Annular fin efficiency and the lateral healing length of a thin plate

1. System and premises

A flat annular rib of uniform thickness t runs round a cylinder from the root radius r1 to the tip radius r2. Its length is L = r2 − r1. Coordinates are r, φ and z, with the faces at z = ±t/2. The excess temperature is θ = T − T_a, where T_a is the temperature of the cooling air. Heat flow is counted positive outward.

P1. Steady state, no heat generated in the rib.
P2. Fourier's law q = −k∇θ with constant, isotropic k.
P3. Each face loses hθ per unit area, with the same uniform h on both faces and uniform T_a.
P4. The root r = r1 is held at a uniform excess θ_b.
P5. The rib is thermally thin: Bi ≡ ht/(2k) ≪ 1 (Biot number on the half thickness).
P6. The tip r = r2 is adiabatic. Section 7 lifts this premise.

2. Reduction to one dimension

P1 and P2 give ∇·q = 0, and P3 and P4 make the field independent of φ:
(1/r) ∂/∂r(r ∂θ/∂r) + ∂²θ/∂z² = 0,  −k ∂θ/∂z = ±hθ at z = ±t/2.  (1)
Average over the thickness, θ̄ = (1/t)∫θ dz. The z term integrates to the difference of ∂θ/∂z between the faces, −2hθ_s/k, where θ_s(r) is the face temperature. Without approximation,
(1/r)(r θ̄′)′ = 2hθ_s/(kt).  (2)
Closing (2) needs θ_s in terms of θ̄. Separable solutions of (1) even in z have the form f(r) cos(2λz/t). The face condition gives
λ tan λ = Bi,  (3)
and f obeys (1/r)(r f′)′ = (2λ/t)² f. For small Bi the lowest root follows from λ² + λ⁴/3 + … = Bi, so λ0² = Bi(1 − Bi/3 + …). Its radial decay constant satisfies (2λ0/t)² = (2h/kt)(1 − Bi/3 + …), since 4Bi/t² = 2h/(kt). For this mode θ̄/θ_s = tan λ0/λ0 = 1 + Bi/3 + …. The higher even roots lie near π, 2π, …, so those modes die out within about t/(2π) of the root or tip. Under P5 set θ_s = θ̄ ≡ θ:
θ″ + θ′/r − m²θ = 0,  m² = 2h/(kt).  (4)
The step overestimates m by the fraction Bi/6. Note the identity (mt/2)² = Bi: P5 says that the thickness is small against 1/m. A plate cooled on one face only has m² = h/(kt), and a plate with unequal coefficients has m² = (h1 + h2)/(kt).

3. The functions needed

With x = mr, (4) reads x²θ″ + xθ′ − x²θ = 0, the modified Bessel equation of order zero. Two solutions are
I0(x) = (1/π)∫₀^π exp(x cos φ) dφ,  K0(x) = ∫₀^∞ exp(−x cosh u) du.  (5)
Proof for K0: differentiating under the integral, the left side of the equation becomes ∫(x² sinh²u − x cosh u) exp(−x cosh u) du = −x[sinh u · exp(−x cosh u)] between 0 and ∞, which is zero. For I0 the integrand is likewise x d/dφ[sin φ · exp(x cos φ)], which vanishes at both limits.

Define I1 = I0′ and K1 = −K0′. All four functions are positive for x > 0. Writing the equation as (xθ′)′ = xθ gives
(x I1)′ = x I0,  (x K1)′ = −x K0.  (6)
Small x: I0 → 1 and I1 ≈ x/2 from (5). The substitution s = sinh u gives K1 = ∫₀^∞ exp(−x√(1 + s²)) ds, so xK1 → 1 and K0 diverges as −ln x. With the standard constant, K0 ≈ ln(2/x) − γ, where γ is Euler's constant.
Large x: expanding cosh u ≈ 1 + u²/2 and cos φ ≈ 1 − φ²/2 leaves Gaussian integrals,
K0, K1 ≈ √(π/2x) e^(−x),  I0, I1 ≈ e^x/√(2πx).  (7)
Wronskian: by (6), d/dx[x(I0K1 + I1K0)] = xI1K1 − xI0K0 + xI0K0 − xI1K1 = 0. The constant is fixed at x → 0, where xI0K1 → 1 and xI1K0 → 0:
I0(x)K1(x) + I1(x)K0(x) = 1/x.  (8)
It is nonzero, so I0 and K0 are independent and θ = C1 I0 + C2 K0 is the general solution.

4. Temperature field

Let a = m r1 and b = m r2. P6 demands C1 I1(b) − C2 K1(b) = 0, so C1 : C2 = K1(b) : I1(b). P4 fixes the scale:
θ(r)/θ_b = [K1(b) I0(mr) + I1(b) K0(mr)]/D,  D = I0(a)K1(b) + K0(a)I1(b).  (9)
D is a sum of positive terms and never vanishes. The solution is unique: the difference w of two solutions has w(r1) = 0 and w′(r2) = 0, and multiplying (4) by rw and integrating by parts gives ∫r(w′² + m²w²) dr = 0, hence w = 0. At the tip, (8) collapses the numerator:
θ(r2)/θ_b = 1/(bD).  (10)
For θ_b > 0, θ is positive throughout, and integrating (4) from r to r2 gives rθ′ = −m²∫rθ dr < 0. The temperature falls monotonically outward.

5. Heat flow, efficiency, resistance

Heat enters through the root section 2πr1t. From (9), θ′(r1) = mθ_b[K1(b)I1(a) − I1(b)K1(a)]/D, so
Q = −2πr1 t k θ′(r1) = 2πkt θ_b a N/D,  N = K1(a)I1(b) − I1(a)K1(b).  (11)
Energy balance confirms this. The faces lose 2h∫θ 2πr dr = (4πh/m²)∫xθ dx over a to b, and 4πh/m² = 2πkt. By (6), ∫xI0 dx = bI1(b) − aI1(a) and ∫xK0 dx = aK1(a) − bK1(b). The terms bI1(b)K1(b) cancel and leave aNθ_b/D, as in (11).

The efficiency η is Q divided by the loss of the same faces held wholly at θ_b, namely hAθ_b with A = 2π(r2² − r1²). Since hA = πkt(b² − a²),
η = [2a/(b² − a²)] N/D,
that is
η = [2r1/(m(r2² − r1²))] · [K1(mr1)I1(mr2) − I1(mr1)K1(mr2)] / [I0(mr1)K1(mr2) + K0(mr1)I1(mr2)].  (12)
By the energy balance η is the area average of θ/θ_b, so 0 < η < 1. The thermal resistance from root to air is
R_f = θ_b/Q = 1/(ηhA) = D/(2πkt aN).  (13)

6. Limits

(a) Nearly isothermal rib. Put θ = θ_b(1 + m²f + …) in (4): (r f′)′ = r with f′(r2) = 0 and f(r1) = 0. Then r f′ = (r² − r2²)/2 and f = (r² − r1²)/4 − (r2²/2) ln(r/r1). The area average uses ∫r(r² − r1²)/4 dr = (r2² − r1²)²/16 and ∫r ln(r/r1) dr = (r2²/2) ln(r2/r1) − (r2² − r1²)/4. The result is
1 − η ≈ b⁴ ln(b/a)/[2(b² − a²)] − (3b² − a²)/8.  (14)
Expanding in L/r1 gives 1 − η ≈ [(mL)²/3](1 + L/(2r1) + …). At this order the loss of efficiency is proportional to h/(kt).

(b) Straight fin. For a ≫ 1, (7) gives K(a)I(b) ≈ e^(mL)/(2√(ab)) and I(a)K(b) ≈ e^(−mL)/(2√(ab)), so N/D → tanh(mL). The prefactor equals (1/mL) · 2r1/(r1 + r2). For L ≪ r1,
η → tanh(mL)/(mL).  (15)
The same limit follows for any a when L ≪ r1, because θ′/r in (4) is then small against θ″. The expansion of (15) begins 1 − (mL)²/3, so by (14) curvature lowers η: the annulus carries more area at large radius, where it is coolest, and all heat must pass the narrow root.

(c) Long rib. Using (8) at x = a, K1(a)D − K0(a)N = K1(b)/a, so
N/D = K1(a)/K0(a) − K1(b)/[a K0(a) D].  (16)
The last term is positive and vanishes as b → ∞; for a ≫ 1 it is about 2e^(−2mL) at large mL. The heat flow therefore rises toward a ceiling Q∞ = 2πkt θ_b a K1(a)/K0(a), while η falls as 1/r2². Metal placed more than about 2/m from the root adds little.

7. Convecting tip

Replace P6 by −kθ′ = hθ at r2 and define β = h/(mk) = mt/2 = √Bi. The condition C1 I1(b) − C2 K1(b) = −β[C1 I0(b) + C2 K0(b)] shows that (9) and (11) hold with
I1(b) → Ĩ = I1(b) + βI0(b),  K1(b) → K̃ = K1(b) − βK0(b),
giving N′ and D′. Cross-multiplying and applying (8) at both a and b yields N′D − ND′ = β/(ab), so exactly within the one-dimensional model
ΔQ = 2πkt θ_b β/(bDD′) ≈ h (2πr2t) θ_b [θ(r2)/θ_b]².  (17)
The second form sets D′ ≈ D and uses (10) and βb = hr2/k. One factor θ(r2)/θ_b is the tip temperature. The other arises because the extra draw cools the faces. The correction is of order √Bi, much larger than the order-Bi term dropped in Section 2, so keeping it is consistent.

Corrected radius: moving an adiabatic tip to r2 + t/2 shifts b by mt/2 = β. By (6), I1(b + β) ≈ I1(1 − β/b) + βI0 and K1(b + β) ≈ K1(1 − β/b) − βK0. A factor common to both cancels in N/D, so this reproduces Ĩ and K̃ to first order in β.

8. Infinite plate and healing length

Let r2 → ∞ in (9). By (7), K1(b)/I1(b) ≈ πe^(−2b) → 0, so θ = θ_b K0(mr)/K0(a). Eliminate θ_b in favour of the power P = Q∞ that crosses r = r1:
θ(r) = P K0(mr)/[2πkt · aK1(a)],  r ≥ r1.  (18)
For a small source, a ≪ 1, aK1(a) → 1 and
θ(r) = P K0(mr)/(2πkt).  (19)
Check: the total loss is 2πkt∫xθ dx = P∫₀^∞ xK0 dx = P[−xK1] between 0 and ∞ = P.

The correction for finite size depends on the kind of source. Equation (18) feeds all of P across the rim. If instead P is deposited uniformly in a disc of radius r1 within an unbroken plate, the right side of (4) becomes −S inside, S = P/(πr1²kt). Then θ = S/m² + C I0 inside and θ = B K0 outside. Continuity of θ′ gives C I1(a) = −B K1(a). Continuity of θ and (8) give S/m² = B/(aI1(a)), so B = [P/(2πkt)] · 2I1(a)/a, with 2I1(a)/a = 1 + a²/8 + …. Both sources reduce to (19) as a → 0.

The length
ℓ = 1/m = √(kt/2h)  (20)
separates two regimes. For r ≪ ℓ, θ ≈ [P/(2πkt)][ln(2ℓ/r) − γ]: pure two-dimensional spreading in a sheet of conductance kt, with ℓ acting only as the outer cut-off of the logarithm. For r ≫ ℓ, θ ≈ [P/(2πkt)]√(πℓ/2r) e^(−r/ℓ): the disturbance heals exponentially. The power still flowing outward at radius r is −2πrtkθ′ = P · xK1(x), so the fraction already lost inside r is 1 − xK1(x). It equals 0.398 at r = ℓ, 0.720 at 2ℓ and 0.880 at 3ℓ. The spreading resistance of a small source, R ≈ [ln(2ℓ/r1) − γ]/(2πkt), depends on h only logarithmically.

9. Range of validity

(i) Thin rib: Bi ≪ 1, with relative shift Bi/6 in m. The one-dimensional field fails within a distance of order t from root, tip or source. A source on one face also excites odd modes, which decay over about t/π. The divergence of (19) at r → 0 is cut off at the larger of r1 and a length of order t.
(ii) Uniform h. On a cylinder in cross-flow h varies with φ and r and depends on the gap between ribs, and the air warms along its path. This is usually the largest uncertainty in Q. If h is uniform but θ_b varies with φ, the problem stays linear, the harmonics cos nφ and sin nφ carry no net heat, and (11) holds with the angular mean of θ_b.
(iii) Linearity. Radiation and natural convection make h depend on θ. They can be absorbed in h only where θ changes little along the rib.
(iv) Constant k over the range from θ(r2) to θ_b, and constant t. Cast ribs have draft and root fillets, for which (4) becomes (r t θ′)′ = 2hrθ/k with t(r), valid for small slope.
(v) θ_b is the temperature at the root itself. Heat converging on the root from the wall depresses it on the scale q_root t/k = Q/(2πr1k).
(vi) Equation (19) needs r1 ≪ ℓ and plate edges several ℓ away.
(vii) Steady state.

10. Illustration: cast iron rib on an air-cooled cylinder

Inputs. Grey cast iron, typical k ≈ 50 W/(m K). Assumed geometry: r1 = 50 mm, r2 = 75 mm, t = 4 mm, rib pitch 12 mm. Assumed h = 40 W/(m² K), typical of moderate forced air. Root at 450 K and air at 300 K, so θ_b = 150 K. Extra figures are kept in intermediate values only to let the steps be followed.

m = √(80/0.2) = 20 m⁻¹, ℓ = 50 mm, a = 1, b = 1.5, mL = 0.5.
Bi = 0.0016, β = 0.04. The shift Bi/6 in m is 0.027 %, and the even higher modes decay over 0.64 mm.

x = 1: I0 = 1.26607, I1 = 0.56516, K0 = 0.42102, K1 = 0.60191
x = 1.5: I0 = 1.64672, I1 = 0.98167, K0 = 0.21381, K1 = 0.27739

Adiabatic tip. N = 0.4341, D = 0.7645, N/D = 0.5678, prefactor 2a/(b² − a²) = 1.6, so η = 0.9085. The straight-fin form (15) gives 0.924. The first-order form (14) gives 1 − η ≈ 0.102 against 0.091 from (12), and (mL)²/3 is 0.083. With A = 196.3 cm², hAθ_b = 117.8 W. With 2πktθ_b a = 188.5 W, Q = 107.0 W and R_f = 1.40 K/W. The tip sits at 0.872 θ_b, which is 19 K below the root. An infinitely wide rib would pass 188.5 W × 1.4296 = 269.5 W, so this rib, half a healing length long, delivers 40 % of the ceiling.

Convecting tip. The tip area is 18.8 cm², or 9.6 % of A, as large as the whole inefficiency 1 − η, so it cannot be dropped. Ĩ = 1.04754, K̃ = 0.26884, D′ = 0.7814, and (17) gives ΔQ = 8.4 W (the approximate form gives 8.6 W), a rise of 7.9 %. The total is 115.4 W, R_f = 1.30 K/W, and the efficiency referred to faces plus tip (129.1 W if isothermal) is 0.894. The corrected radius of 77 mm gives 115.6 W. The bare root strip 2πr1t would lose 7.54 W at the same h, so the rib multiplies its loss by 15.

Neglected terms. Radiation: with a typical emissivity ε ≈ 0.7 for oxidised iron, εσ(T_b² + T_a²)(T_b + T_a) = 8.7 W/(m² K), which is 22 % of h for a rib standing alone. In a stack the faces mostly see each other. A black envelope of area 2πr2 × pitch = 56.5 cm² at root temperature bounds the radiated power at 11 W per rib, 9 % of Q. Root constriction: Q/(2πr1k) = 7 K, or 5 % of θ_b, sets the scale of the depression. Conductivity: lowering k to 40 W/(m K) lowers η by only 0.02, and a like change in t acts the same way in (12). Two figures are thus all that η and Q support.

Sensitivity to h. At h = 160 W/(m² K), typical of strong forced air, m = 40 m⁻¹, ℓ = 25 mm, Bi = 0.0064, a = 2 and b = 3. With an adiabatic tip η = 0.722 (straight fin 0.762) and Q = 340 W. The efficiency responds weakly to h while the heat flow responds almost in proportion.

Healing length. In a wide plate of the same iron, thickness and h = 40 W/(m² K), 1/(2πkt) = 0.796 K/W. A 10 W source of radius 5 mm has a = 0.1 and K0(0.1) = 2.427 (logarithmic form 2.419). Equation (19) gives 19.3 K at its rim, 3.35 K at 50 mm and 0.91 K at 100 mm. The finite-size factors are small: aK1(a) = 0.985 raises the rim value to 19.6 K for a rim-fed source, and 2I1(a)/a = 1.001 for a uniform disc. On the cylinder ℓ equals one radian of arc at the root, out of a circumference of 314 mm, so conduction in the rib evens out a local hot region only over a modest part of the circumference.

The model's result for the rib at h = 40 W/(m² K) is η ≈ 0.9, Q ≈ 1.2 × 10² W with the tip included, R_f ≈ 1.3 K/W and ℓ = 50 mm. These numbers rest on the assumed h, geometry and typical k. For a real cylinder, Q follows the actual mean h, which for strongly blown ribs is typically several times the value assumed, and η then falls toward 0.7 as in the second case.